# Peck humidity model with a self-heated die

## 1. Conventions and inputs

- $T_a$ is the chamber temperature and $T_d=T_a+\Delta T$ the die temperature, with $\Delta T=R_{th}W$ for dissipated power $W$. An illustrative 0.2 W through 50 K/W gives 10 K.
- $\beta=1/kT$ in eV$^{-1}$. Energies are in eV per molecule.
- $x=p/p_{sat}(T)$ is the relative humidity as a fraction, at the local temperature. $p$ is the partial pressure of water.
- $L\equiv-d\ln p_{sat}/d\beta$. For an ideal vapour over a liquid of negligible volume, Clausius–Clapeyron makes this the enthalpy of vaporisation. It is taken as constant from 85 to 95 °C.
- An apparent energy is $E=\partial\ln t/\partial\beta$ for median life $t$. With $E>0$ heating shortens life, with $E<0$ it lengthens life. A subscript names what is held fixed.

Peck's empirical law (1986) for moisture failure of plastic-packaged chips, mainly corrosion of aluminium wiring and pads:

$$t=A\,x^{-n}e^{E_a\beta}$$

Here $x$ and $\beta$ are taken at the failure site, the die surface. All inputs are typical values: $n\approx2.7$, $E_a\approx0.79$ eV; a later set (Hallberg and Peck, 1991) $n\approx3$, $E_a\approx0.9$ eV; $L\approx0.43$ eV (41.5 kJ/mol) for water near 90 °C; $p_{sat}(85\,^\circ\mathrm C)\approx58$ kPa.

Test: 85 °C, 85 % RH, bias on, $\Delta T=10$ K. Then $T_a=358.15$ K, $T_d=368.15$ K, $\beta_a=32.401$, $\beta_d=31.521$, $\Delta\beta=\beta_a-\beta_d=0.8801$ eV$^{-1}$.

## 2. General statement

Assumption: in the steady state no water flows through the package, and the die sees the chamber's $p$. Then

$$x_d=x_a\frac{p_{sat}(T_a)}{p_{sat}(T_d)}=x_a\,e^{-L\Delta\beta}.$$

Take any life law $t(x,\beta)$. Define the local quantities $n=-\partial\ln t/\partial\ln x|_\beta$ and $E_x=\partial\ln t/\partial\beta|_x$. At fixed $p$, $d\ln x/d\beta=+L$. The chain rule gives

$$\boxed{E_p=E_x-nL}$$

The life gain from dissipation is

$$G=\frac{t(T_d)}{t(T_a)}\Big|_p,\qquad \ln G=-\int_{\beta_d}^{\beta_a}E_p\,d\beta .$$

The boxed relation is an identity for local slopes. Peck's law adds that $n$ and $E_x=E_a$ are constants, so

$$G=e^{(nL-E_a)\Delta\beta},\qquad G>1\iff nL>E_a .$$

Numbers for $n=2.7$, $E_a=0.79$ eV:

- $p=49$ kPa. $L\Delta\beta=0.3784$, $e^{-L\Delta\beta}=0.685$, so $p_{sat}(T_d)=85$ kPa and $x_d=0.582$.
- $nL=1.161$ eV, $E_p=-0.371$ eV. Break-even exponent $n^*=E_a/L=1.84$.
- Drying factor $e^{nL\Delta\beta}=2.78$. Arrhenius factor $e^{-E_a\Delta\beta}=0.499$.
- $\ln G=0.327$, $G=1.39$.
- Slopes at $T_a$, from $E/kT_a^2$: $x$ falls by 3.9 % of its value per K. Drying adds 10.5 %/K to life, activation removes 7.1 %/K, and the net is a gain of 3.4 %/K.

The law is a fit. It does not say what $n$ counts or why $L$ should be subtracted $n$ times. A one-site model does.

## 3. The model: one site, a ladder of water molecules

One site on the die surface carries a column of $k=0,1,2,\dots$ water molecules. This is the ladder of the Brunauer–Emmett–Teller isotherm (1938).

**Weights.** The vapour at the die is ideal, $\mu=kT\ln(p/p_Q)$, with $p_Q$ a function of $T$ alone. Each molecule above the first is bound as in the liquid and multiplies the grand-canonical weight by $q\,e^{\beta(\mu+u)}$, with binding energy $u$ and internal partition function $q$. This factor is proportional to $p$. The column grows without bound when the factor reaches 1, which defines the model's $p_{sat}$. Hence the factor equals $p/p_{sat}=x$. The first molecule is bound more strongly by $\varepsilon$, of either sign, which gives a factor $c=e^{\varepsilon\beta}$. So

$$w_0=1,\qquad w_k=c\,x^k\quad(k\ge1).$$

The same weights are the stationary state of a chain with step-up rate proportional to $x$, step-down rate proportional to 1 for $k\ge2$ and to $1/c$ for $k=1$, since each link then satisfies detailed balance.

**Damage.** A corrosion step under bias needs at least $m$ molecules to carry the ions. It then proceeds at $\nu e^{-E_b\beta}$, slowly compared with water exchange. Failure follows after a fixed number of steps, so

$$t\propto \frac{e^{E_b\beta}}{P_m},\qquad P_m=\Pr(k\ge m).$$

**Solution.** Two geometric sums, for $x<1$ and $m\ge1$:

$$Z=1+\frac{cx}{1-x}=\frac{D}{1-x},\qquad Z_m=\sum_{k\ge m}cx^k=\frac{cx^m}{1-x},\qquad D=1+(c-1)x,$$

$$P_m=\frac{Z_m}{Z}=\frac{c\,x^m}{D},\qquad P(k=0)=\frac{1-x}{D},\qquad \langle k\rangle=\frac{cx}{(1-x)D}.$$

Differentiate $\ln t=E_b\beta-\ln c-m\ln x+\ln D$ plus a constant:

$$n=m-\frac{(c-1)x}{D}=m-1+\frac1D,\qquad E_x=E_b-\varepsilon\,\frac{1-x}{D}.$$

The second uses $\partial\ln P_m/\partial\ln c=1-cx/D=(1-x)/D$.

**Meaning of $n$.** Since $x\,\partial_x\ln Z=\langle k\rangle$ and the same holds for $Z_m$,

$$n=\langle k\rangle_{k\ge m}-\langle k\rangle .$$

Explicitly, $\langle k\rangle_{k\ge m}=m+x/(1-x)$, and $D-c=(1-x)(1-c)$ turns the difference into $m+(1-c)x/D$, as above. The exponent is the excess number of water molecules on an active site over an average site.

**Meaning of $E_p$.** Write $p_{sat}=p_0e^{-L\beta}$ with $p_0$ constant. Then $w_k=(p/p_0)^ke^{-\beta H_k}$ with $H_0=0$ and $H_k=-\varepsilon-kL$, the enthalpy relative to a dry site plus vapour. At fixed $p$, $\partial_\beta\ln Z=-\langle H\rangle$, so

$$E_p=E_b+\langle H\rangle_{k\ge m}-\langle H\rangle=E_b-\varepsilon\frac{1-x}{D}-nL=E_x-nL .$$

The boxed relation is recovered term by term. Each excess molecule must first condense from the vapour and releases $L$. If the barrier is smaller than the enthalpy so released, the apparent energy is negative. No elementary step has a negative barrier.

One more derivative gives the curvature:

$$\frac{dE_p}{d\beta}\Big|_p=\mathrm{Var}(H)-\mathrm{Var}_{k\ge m}(H).$$

## 4. The exact Peck case, $c=1$

Set $\varepsilon=0$. Then $D=1$ and

$$P_m=x^m,\qquad t\propto x^{-m}e^{E_b\beta},\qquad E_p=E_b-mL .$$

This is Peck's law with $n=m$ and $E_a=E_b$ at every $x<1$ and every $T$. The reason is that the geometric distribution has no memory: given $k\ge m$, the excess $k-m$ is distributed as $k$ itself. The two means differ by exactly $m$, the two variances are equal, and $E_p$ has no curvature.

Worked case $m=3$, $E_b=0.9$ eV, which has the form of the second parameter set:

| | cool die, 85 °C | heated die, 95 °C |
|---|---|---|
| $x$ | 0.85 | 0.582 |
| $\langle k\rangle=x/(1-x)$ | 5.7 | 1.4 |
| $P_3=x^3$ | 0.614 | 0.197 |

The active fraction falls by a factor 3.11. The step rate rises by $e^{0.9\Delta\beta}=2.21$. The ratio is $G=1.41$, equal to $e^{-E_p\Delta\beta}$ with $E_p=0.9-3(0.43)=-0.39$ eV.

The sign change, at $E_b=0.79$ eV:

| $m$ | $E_p$ (eV) | $G$ |
|---|---|---|
| 1 | 0.36 | 0.73 |
| 2 | −0.07 | 1.06 |
| 3 | −0.50 | 1.55 |

$\ln G$ is linear in $m$. The Peck value for $n=2.7$ is therefore $G_2^{0.3}G_3^{0.7}$, with $G_m$ the entry for threshold $m$, which again gives 1.39.

The open top of the ladder matters. Cut it at four levels, $k=0$ to 3, with $m=3$. Then $P_3=x^3/(1+x+x^2+x^3)$ and $n=3-\langle k\rangle$. At $x=0.85$, $\langle k\rangle=1.30$ and $n=1.70$, which is below $n^*$. With $E_b=0.79$ eV this gives $E_p=0.058$ eV. Saturation of the site lowers the exponent and here reverses the initial sign. The boxed relation still holds.

## 5. Non-integer $n$: three ladders with one calibration

For $c\ne1$ the exponent is non-integer and local. Choose $c$ and $E_b$ so that $n=2.7$ and $E_x=0.79$ eV at 85/85. These are fitted inputs, so the initial slope $E_p=-0.371$ eV is built in and tests nothing. The finite gain over 10 K is not built in.

Calibration: $D_a=1/(n-m+1)$, $c_a=1+(D_a-1)/x_a$, $\varepsilon=\ln c_a/\beta_a$, $E_b=E_a+\varepsilon(1-x_a)/D_a$. At the die $c_d=e^{\varepsilon\beta_d}$ and $D_d=1+(c_d-1)x_d$. Closed form:

$$\ln G=(mL+\varepsilon-E_b)\,\Delta\beta+\ln\frac{D_d}{D_a}.$$

| | $m=3$ | $m=2$ | $m=1$ |
|---|---|---|---|
| $D_a$ | 1.429 | 0.588 | 0.370 |
| $c_a$ | 1.504 | 0.516 | 0.259 |
| $\varepsilon$ (meV) | 12.6 | −20.4 | −41.7 |
| $E_b$ (eV) | 0.791 | 0.785 | 0.773 |
| $c_d$ | 1.488 | 0.525 | 0.269 |
| $D_d$ | 1.284 | 0.723 | 0.574 |
| $n$ at the heated die | 2.78 | 2.38 | 1.74 |
| $E_x$ at the heated die (eV) | 0.787 | 0.797 | 0.803 |
| $E_p$ at the heated die (eV) | −0.408 | −0.228 | 0.055 |
| $\ln G$ | 0.343 | 0.255 | 0.100 |
| $G$ | 1.41 | 1.29 | 1.11 |

Reading:

- $m=3$, a slightly hydrophilic site. $n$ is confined between 2 and 3 and drifts little. $G$ is close to the constant-$n$ result 1.39.
- $m=2$ and $m=1$, hydrophobic sites ($c<1$). Part of the exponent comes from the steep uptake near saturation. That part fades as the die dries.
- $m=1$: $E_p$ crosses zero where $E_bD=L+\varepsilon(1-x)$. The root lies at $\Delta T=7.8$ K. Life has a maximum there and falls on further heating.
- $E_x$ moves by less than 0.02 eV in all three. The spread in $G$ comes almost wholly from $n(x)$.

Comparison with the general statement. The identity $E_p=E_x-nL$ holds in every ladder at every point. The criterion $nL>E_x$ fixes the sign of the slope at the humidity where $n$ is evaluated. The closed form $G=e^{(nL-E_a)\Delta\beta}$ is exact for $c=1$ and otherwise needs $n$ constant from 85 % down to 58 % RH. Within this family, $\ln G$ runs from 0.100 to 0.343 against 0.327 for constant $n$. The shape of the humidity law can thus rival the effect itself. A Peck exponent obtained from a fit across that whole humidity range is already an average over it, and then the constant-$n$ value is the better guide.

## 6. Size of the neglected terms

All are to be set against $\ln G=0.327$.

1. **Parameters.** $\delta\ln G=(L\,\delta n+n\,\delta L-\delta E_a)\Delta\beta$. Illustrative shifts: $\delta n=0.3$ gives 0.11, $\delta E_a=0.1$ eV gives 0.09 in magnitude, $\delta L=0.01$ eV gives 0.024. $E_p$ is a difference of two larger numbers. Two figures in $G$ are the most that the inputs support; the third figure above serves the arithmetic only. The two parameter sets differ in $n$ and $E_a$ in the same direction, so the shifts largely cancel: 1.39 and 1.41.
2. **Drift of $L$.** For the ideal vapour $dL/dT=\Delta c_p\approx-42$ J mol$^{-1}$K$^{-1}$, a typical value, or $-0.435$ meV/K. Over $\pm5$ K this is $\pm2$ meV, and it cancels to first order when $L$ is the mid-interval value. It matters for projection to use conditions (section 7).
3. **Uniform $p$.** It holds, apart from small thermal diffusion in the air–water mixture, for gas paths wide against the mean free path. In pores narrow against it, zero net flux requires equal $p/\sqrt{T}$ at both ends. Then $p_d=p_a\sqrt{T_d/T_a}$ and $E_p$ gains $+nkT/2$. The change in $\ln G$ is $-(n/2)\ln(T_d/T_a)=-0.037$, or 11 % of the effect, and $G=1.34$. For water dissolved in the mould compound the analogous term is set by a heat of transport $Q$, defined here by $d\ln p/d\beta=-Q$ at zero flux, and $E_p$ gains $nQ$. The pore case is $Q=kT/2$. $Q$ is not fixed by this model. It would cancel the effect at $Q=|E_p|/n=0.14$ eV.
4. **Transients.** If the water content cannot follow, $\langle k\rangle$ is frozen. For $c=1$ that freezes $x$, and heating acts through $E_a$ alone: $G=0.50$. The slowest diffusion mode of a layer of thickness $h$, open on top and sealed by the die, is $\cos(\pi z/2h)$ with $z$ counted from the die and time constant $\tau=4h^2/\pi^2D_w$. Illustrative $h=0.5$ mm and $D_w=5\times10^{-7}$ mm$^2$/s give $\tau=56$ h. This is short against a 1000 h test and long against a bias cycle of about an hour.
5. **Parallel dry mechanisms.** Let moisture carry the fraction $f$ of the total damage rate and a dry mechanism of energy $E_{dry}>0$ the rest. Rates add, so the total apparent energy is $fE_p+(1-f)E_{dry}$. Heating helps only if $f>E_{dry}/(E_{dry}+|E_p|)$, which is 0.65 for an illustrative $E_{dry}=0.7$ eV.

The ladder itself is a caricature. It has no lateral coupling, no dissolved salts and no capillary condensation in gaps. A hygroscopic contaminant with a deliquescence point between 58 % and 85 % RH would make $n(x)$ very large near that point and $G$ larger than any value above.

## 7. Consequences for test and projection

Peck law with $n=2.7$, $E_a=0.79$ eV, steady state.

**Lost stress.** The damage rate on the heated die is $1/G=0.72$ of the nominal rate. A 1000 h test is worth about 720 h of 85/85 on a cool die. Possible remedies:

- Extend the test to $1000\,G$, about 1400 h.
- Raise the chamber humidity to $x_aG^{1/n}=0.96$. This matches the rate within the law but brings the cooler parts of the package close to condensation.
- Restoring $x_d=0.85$ needs $x_a=1.24$ at 85 °C, which is impossible.
- Cycle the bias. Assume 50 % duty and no damage without bias. The mean rate relative to a cool, continuously biased die lies between $0.5/G=0.36$, if the water follows the power at once, and $0.5\,e^{E_a\Delta\beta}=1.00$, if the water stays at the unheated level during each on-time. Cycling beats continuous bias (0.72) only in the upper part of this range. For larger $\Delta T$ the upper bound rises while the continuous rate falls, so cycling gains room.

**Acceleration factor.** $AF=t_{use}/t_{test}$. Illustrative use ambient: 30 °C, 60 % RH, $\beta_u=38.280$ eV$^{-1}$. From ambient values alone,

$$AF_{amb}=\left(\frac{85}{60}\right)^{2.7}e^{0.79(\beta_u-\beta_a)}=2.56\times104=266 .$$

With die values, each life carries its own gain:

$$AF=AF_{amb}\,\frac{G_{use}}{G_{test}} .$$

For a 10 K rise in use, $\Delta\beta_u=1.2224$ eV$^{-1}$. The mid-interval temperature is 35 °C, which is 55 K below 90 °C, so $L_u=0.454$ eV by item 2. Then $nL_u-E_a=0.436$ eV, $G_{use}=1.70$, and the die sits at 34 % RH.

| case | $AF$ | 1000 h of test equals (years of 8766 h) |
|---|---|---|
| ambient values only | 266 | 30 |
| 10 K rise in test, none in use (standby under bias) | 192 | 22 |
| 10 K rise in both | 327 | 37 |

These are the model's numbers for assumed inputs, good to two figures at best. The last row extends the power law down to 34 % RH, where section 5 warns that a constant exponent is least secure. The middle row is the unsafe case. A part that dissipates in the chamber but idles under bias in the field is over-credited by the factor $G_{test}$ if ambient values are used. The same product that runs warm in use is under-credited, because both $\Delta\beta$ and $L$ are larger at the lower temperature and $G_{use}>G_{test}$.